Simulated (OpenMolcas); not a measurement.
# How methods differ on SiS (SMILES [Si-]#[S+])

SiS: 2 atoms, total charge 0, spin state singlet. SMILES: `[Si-]#[S+]`. Geometry: the measured bond length.

```xyz
2

Si    0.0000    0.0000    0.0000
S     0.0000    0.0000    1.9293
```

Quantity: the energy change with the Si1–S2 bond stretched from 1.929 to 3.376 Å, in eV. The values are calculated.

```csv
level,kind,program,value (eV),less FCI/STO-3G,CPU time (all runs)
HF/STO-3G (restricted),Hartree–Fock,OpenMolcas,8.14,+1.96,3.4 s
SVWN5/STO-3G (restricted),LDA,OpenMolcas,9.30,+3.12,6.4 s
PBE/STO-3G (restricted),GGA,OpenMolcas,8.93,+2.75,16 s
r2SCAN/STO-3G (restricted),meta-GGA,OpenMolcas,8.52,+2.34,9.3 s
PBE0/STO-3G (restricted),global hybrid,OpenMolcas,9.30,+3.12,6.1 s
FCI/STO-3G,exact in the basis,OpenMolcas,6.18,0.00,4.1 s
```

FCI/STO-3G is exact within its basis and frozen core, so for wave-function methods in that basis the difference is their error; functionals converge differently with the basis, so for them it is only a difference. Spin-restricted single references rise too steeply as a bond breaks. The first shape isn't each level's own minimum. The values span 6.18 to 9.30 eV. All rows use very small basis sets, so even the best lies far from the true value. CPU times are rough (shared hosts, several kinds of processor): they show what a rung costs within a factor of a few.

Every single-determinant treatment makes stretching SiS costlier than the FCI value of 6.18 eV, with Hartree–Fock closest at 8.14 eV. As the σ and π overlap weakens, bonding and antibonding orbitals approach degeneracy, and the singlet needs several configurations to let the electrons separate onto silicon and sulfur. A closed-shell determinant instead retains too much ionic character.

Hartree–Fock's smaller excess is no sign that it describes the breaking bond better. It also misses the dynamic correlation that stabilises the compact molecule, so two errors probably cancel in part. The cost falls from LDA through GGA to meta-GGA, but PBE0 breaks this sequence, returning to 9.30 eV. Semilocal exchange partly mimics left–right correlation, and replacing some of it with exact exchange likely removes that help while the correlation functional still favours the compact geometry.

The comparison therefore exposes the strain of describing a stretched multiple bond with one configuration, not a general ranking of the functionals. Since the stretched point is not the separated-atom limit, none of these values is a dissociation energy.
